**Problem: naming the levels of Xe⁶⁺**

Xe⁶⁺ has two electrons outside a closed 4d shell. Eight of its levels appear below without labels, each with the errors, computed less measured, of three CASPT2 calculations with spin-orbit coupling, all in cm⁻¹. The measured energies (NIST) of the rows, in cm⁻¹ above the ground level, are A 223673, B 0, C 143259, D 100451, E 96141, F 273208, G 236100 and H 251853. SS treats each state separately, MS lets states of equal symmetry mix after the perturbation step, and the brackets name the active shells. A candidate reads configuration, term $^{2S+1}L$ (o for odd parity) and total angular momentum $J$.

Levels of Xe6+ from OpenMolcas 26.06: CASPT2 on state-averaged CASSCF (active shells in brackets), with X2C, ANO-R2, a finite nucleus, 4d correlated, an IPEA shift of 0.25 Ha and an imaginary shift of 0.1 Ha. Spin-orbit coupling enters by state interaction with atomic mean-field integrals. Levels are paired with NIST's by configuration, term and J, and counted from the ground level. Candidates: 5s2 1S 0, 5p2 1S 0, 5s1.5p1 3Po 1, 5p2 3P 0, 5p2 1D 2, 5s1.5p1 3Po 0, 5p2 3P 2, 5s1.5p1 1Po 1.

| row | MS-CASPT2 (5s 5p) less measured (cm⁻¹) | SS-CASPT2 (5s 5p 6s 6p) less measured (cm⁻¹) | SS-CASPT2 (5s 5p) less measured (cm⁻¹) |
| --- | --- | --- | --- |
| A | 740 | 10 | 130 |
| B | 0 | 0 | 0 |
| C | -2420 | -3400 | -3040 |
| D | 480 | -360 | -140 |
| E | 820 | -10 | 200 |
| F | 700 | -770 | -540 |
| G | -50 | -1520 | -660 |
| H | -1240 | -2520 | -1860 |

**(a)** Assign as many rows as the measured energies allow.

**Solution.** The sorted order is B, E, D, C, A, G, H, F, and the two widest gaps, 96141 and 80414 cm⁻¹, cut it into groups of one, three and four. Each $5s\to5p$ promotion costs roughly the same large energy, so the groups hold zero, one and two 5p electrons, and the candidate list has just these counts. B is $5s^2\,{}^1S_0$, rows E, D, C are $5s5p$, and rows A, G, H, F are $5p^2$.

In $5s5p$, exchange between the two electrons lowers the triplet below the singlet. Spin-orbit coupling, of strength $\zeta$ for one 5p electron, places $^3P^o_0$, $^3P^o_1$, $^3P^o_2$ at $-\zeta$, $-\zeta/2$, $+\zeta/2$ from the term energy, so $J=0$ lies lowest. The values show a close pair 4310 cm⁻¹ apart and a third level 42808 cm⁻¹ higher. Theory therefore makes E $^3P^o_0$, D $^3P^o_1$ and C $^1P^o_1$, and these are sure.

For $5p^2$ the guide is the carbon atom, whose $2p^2$ terms run $^3P<{}^1D<{}^1S$ with $J=0$ at the bottom of the triplet. It suggests $^3P_0$ for A and $^1S_0$ for F, and it would put $^3P_2$ below $^1D_2$. The analogy holds only while $\zeta$ is small against the term gaps, as in carbon. Here the E–D gap alone points to a $\zeta$ of order $10^4$ cm⁻¹, the size of the gaps among A, G, H and F, so the outer two assignments are likely and the inner two are open.

**(b)** Test the $5p^2$ assignments with differences between the error columns, in which the measured value cancels. Which labels are sure?

**Solution.** MS less SS in the space (5s 5p) is 610 to 620 cm⁻¹ for every excited row except F, where it is 1240. The only two terms of equal symmetry in this space are $5s^2\,{}^1S$ and $5p^2\,{}^1S$, and mixing pushes them apart by equal amounts. The ground term is the zero of energy, so its drop raises all excitation energies once, and its partner, which also moves up, gains twice. The $^1S$ term energies of the same calculations each move by 628 cm⁻¹, which bears this out. F is $^1S_0$ by the columns as well as by the energy order.

Adding 6s and 6p, which stay almost empty and only add correlation, gives a second difference, SS (5s 5p 6s 6p) less SS (5s 5p). G moves by $-860$ and H by $-660$ cm⁻¹, while no other row moves by more than 360. Before spin-orbit coupling the calculations lower only one term that strongly, $^1D$, by 1271 cm⁻¹. Both G and H must then contain much $^1D$, which requires $J=2$ for both and leaves $^3P_0$ for A. G moves more and takes the name $^1D_2$, opposite to the carbon order, but by a narrow margin.

The same difference would mislead for A and F. A moves by $-120$ and F by $-230$ cm⁻¹, whereas their parent terms $^3P$ and $^1S$ move by $-267$ and $-108$. The splittings imply a slightly weaker spin-orbit coupling between the two $J=0$ states in the larger space, for a reason these numbers don't reveal. B, E, D, C, F and A are sure, A through level order and elimination; G and H are surely the $J=2$ pair, with ambiguous names.

The rows with their labels:

| level | measured (cm⁻¹) | MS-CASPT2 (5s 5p) less measured (cm⁻¹) | SS-CASPT2 (5s 5p 6s 6p) less measured (cm⁻¹) | SS-CASPT2 (5s 5p) less measured (cm⁻¹) |
| --- | --- | --- | --- | --- |
| 5s2 1S 0 | 0 | 0 | 0 | 0 |
| 5s1.5p1 3Po 0 | 96141 | 820 | -10 | 200 |
| 5s1.5p1 3Po 1 | 100451 | 480 | -360 | -140 |
| 5s1.5p1 3Po 2 | 113676 | -960 | -1790 | -1580 |
| 5s1.5p1 1Po 1 | 143259 | -2420 | -3400 | -3040 |
| 5p2 3P 0 | 223673 | 740 | 10 | 130 |
| 5p2 3P 1 | 234685 | -600 | -1470 | -1210 |
| 5p2 1D 2 | 236100 | -50 | -1520 | -660 |
| 5p2 3P 2 | 251853 | -1240 | -2520 | -1860 |
| 5p2 1S 0 | 273208 | 700 | -770 | -540 |

All eight assignments agree with the labels, and two further rows, $5s5p\,{}^3P^o_2$ and $5p^2\,{}^3P_1$, now fix $\zeta$.

**(c)** Estimate the composition of G and H, and use $\zeta$ to judge the errors of the three methods.

**Solution.** Within $p^2$ the level $^3P_1$ has no partner of equal $J$ and lies at $E(^3P)-\zeta/2$. The two $J=2$ states obey
$$H=\begin{pmatrix}E(^3P)+\zeta/2 & \zeta/\sqrt2\\ \zeta/\sqrt2 & E(^1D)\end{pmatrix}.$$
With $d=E(^3P)+\zeta/2-E(^1D)$ the splitting is $\Delta=\sqrt{d^2+2\zeta^2}$, and the $^1D$ weight of the lower level is $(1+d/\Delta)/2$. A label describes a level well only when $|d|$ is large against $\sqrt2\,\zeta$.

For SS (5s 5p) the calculation puts $^3P$ and $^1D$ at 238552 and 241736 cm⁻¹ above the ground term, and spin-orbit coupling lowers the ground level by 23:
$$\zeta=2\,[\,238552+23-(234685-1210)\,]=10200,\qquad d=5100-(241736-238552)=1916,$$
$$\Delta=\sqrt{1916^2+2\cdot10200^2}\approx14550,\qquad \tfrac12\left(1+\tfrac{1916}{14550}\right)=0.57 .$$

Spin-orbit coupling thus lifts the unmixed $^3P_2$ just above $^1D$, which reverses the carbon order, and the coupling far exceeds the remaining gap. G is 57% $^1D$ in the small space and 60% in the large one, so both names are nominal. Nothing was fitted and neither G nor H entered the estimate, which matches their computed energies within the rounding of 10 cm⁻¹ in the small space and within 16 in the large one. It rebuilds the calculation's own spin-orbit step, so the match gives computed compositions and is no test against nature.

The unmixed pair $^3P^o_0$, $^3P^o_2$ is split by $3\zeta/2$, measured 17535 and computed 15755 cm⁻¹ in all three columns. The computed $\zeta$ is 10% smaller than the measured one, and no choice of MS, SS or active space among these three touches it. Too small a $\zeta$ leaves the $J=0$ triplet levels too high, so the error of $-10$ for E in the larger space is a cancellation against a $^3P^o$ term that is about 1200 cm⁻¹ too low. A known possible cause, untested here, is that spin-orbit coupling is added to scalar-relativistic orbitals, so that $5p_{1/2}$ and $5p_{3/2}$ can't relax separately.

C has the largest error in every column, 1.7 to 2.4% of its measured energy. Mixing of the two $J=1$ states leaves their sum unchanged, so for pure $5s5p$ the sum gives the singlet term once $\zeta$ and the triplet term are known. On that footing the singlet-triplet gap is 33893 cm⁻¹ from the measured levels and 1800 too small in the small space. The singlet term itself is 2787 too low there with SS, which makes up most of the error of $-3040$. The runs warn of intruder states because the reference weights differ widely; none is identified, but singlets and triplets may be treated unevenly.

MS has the smallest mean absolute error over the nine excited levels, 890 against 1040 cm⁻¹ for SS in the same space. The gain comes from the nearly uniform shift found in (b), and the range of the errors stays at 3240. The MS error of $-50$ for G is that shift set against a negative SS error in a half-mixed level, and it says nothing about the quality of $^1D$.

The second shell mends nothing on the whole: the mean absolute error rises to 1317 cm⁻¹, mostly through G and H, and only E and A improve. Neither active space contains $5s5d$, the standard partner of $5p^2\,{}^1D$ and a further limit of the carbon analogy. A pure $p^2$ pair can't be split by less than $\sqrt2\,\zeta$, which is 16052 cm⁻¹ if the measured $5s5p$ value of $\zeta$ is scaled to $5p^2$ as in the calculation, yet the measured splitting is 15753. The shortfall is only about 2%, so it is a weak hint of an outside configuration diluting $^1D$; the scaling is an assumption, and naming $5s5d$ is an argument from symmetry that these runs don't test. The differences, weights and term errors are printed below.

Output of the analysis:

```
Energies in cm-1; errors rounded to 10 (each +-5, differences +-10); * = row withheld at first
level | measured | err MS small, SS small, SS large | MS-SS | large-small
5s2 1S 0              0 |      0      0      0 |     0 |     0
5s1.5p1 3Po 0     96141 |    820    200    -10 |   620 |  -210
5s1.5p1 3Po 1    100451 |    480   -140   -360 |   620 |  -220
5s1.5p1 3Po 2 *  113676 |   -960  -1580  -1790 |   620 |  -210
5s1.5p1 1Po 1    143259 |  -2420  -3040  -3400 |   620 |  -360
5p2 3P 0         223673 |    740    130     10 |   610 |  -120
5p2 3P 1      *  234685 |   -600  -1210  -1470 |   610 |  -260
5p2 1D 2         236100 |    -50   -660  -1520 |   610 |  -860
5p2 3P 2         251853 |  -1240  -1860  -2520 |   620 |  -660
5p2 1S 0         273208 |    700   -540   -770 |  1240 |  -230
gaps between successive shown rows: 96141 4310 42808 80414 12427 15753 21355
ratio lowest 5p2 / lowest 5s5p 2.33; 1Po1 - 3Po1 42808; 3Po1 - 3Po0 4310
MS-SS: other excited rows 610 to 620, top row 1240, ratio 2.01
term shifts MS-SS (3Po 1Po 3P 1D 1S): 628 628 628 628 1257
1S-1S mixing weight 0.00233 x 1S gap = 628 shift of each 1S
ground 5p2 weight SS 0.025, after MS rotation 0.012, ratio 0.48; spin-orbit lowering ratio 0.48
term shifts large-small (3Po 1Po 3P 1D 1S): -223 -372 -267 -1271 -108
J=2 shifts sum -1520, implied 1D shift -1260, 1D share of lower J=2 to first order 0.60
5s5p: zeta = 2/3 of J0-J2 splitting, 1Po term from the J=1 trace
 measured: J0-J2 17535 (+0.0%), zeta 11690, interval ratio 3.07 (Lande 2), singlet-triplet 33893
   term error 3Po +0, 1Po +0, gap +0; mixing raises 1Po1 by 1535, singlet weight in 3Po1 0.036
 MS small: J0-J2 15755 (-10.2%), zeta 10503, interval ratio 2.97 (Lande 2), singlet-triplet 32093
   term error 3Po -367, 1Po -2167, gap -1800; mixing raises 1Po1 by 1282, singlet weight in 3Po1 0.032
 SS small: J0-J2 15755 (-10.2%), zeta 10503, interval ratio 2.97 (Lande 2), singlet-triplet 32093
   term error 3Po -987, 1Po -2787, gap -1800; mixing raises 1Po1 by 1282, singlet weight in 3Po1 0.032
 SS large: J0-J2 15755 (-10.2%), zeta 10503, interval ratio 2.98 (Lande 2), singlet-triplet 31933
   term error 3Po -1197, 1Po -3157, gap -1960; mixing raises 1Po1 by 1292, singlet weight in 3Po1 0.032
E1 strength share of 3Po1 -> ground (MS) 0.031
5p2: zeta from 3P1; J=2 estimate with coupling zeta/sqrt2; J=0 coupling inferred from splitting
 MS small: zeta 10212 (0.972 of 5s5p); J=2 236052, 250620 (misfit +2, +7); 1D weight lower 0.57; splitting error -1190
   J=0: unmixed gap 40348, splitting 49495, coupling 14333 = 0.992 of sqrt2 zeta, 1S weight in 3P0 0.092
 SS small: zeta 10198 (0.971 of 5s5p); J=2 235441, 249990 (misfit +1, -3); 1D weight lower 0.57; splitting error -1200
   J=0: unmixed gap 39707, splitting 48865, coupling 14241 = 0.987 of sqrt2 zeta, 1S weight in 3P0 0.094
 SS large: zeta 10202 (0.971 of 5s5p); J=2 234596, 249317 (misfit +16, -16); 1D weight lower 0.60; splitting error -1000
   J=0: unmixed gap 39869, splitting 48755, coupling 14032 = 0.973 of sqrt2 zeta, 1S weight in 3P0 0.091
measured J=2 splitting 15753; pure p2 minimum sqrt2 zeta 16052 if 5p2 zeta = 0.971 x measured 5s5p zeta
MS small: nine excited levels mean error -281, mean absolute 890, range 3240, worst 5s1.5p1 1Po 1 -2420 (-1.7%)
SS small: nine excited levels mean error -967, mean absolute 1040, range 3240, worst 5s1.5p1 1Po 1 -3040 (-2.1%)
SS large: nine excited levels mean error -1314, mean absolute 1317, range 3410, worst 5s1.5p1 1Po 1 -3400 (-2.4%)
```
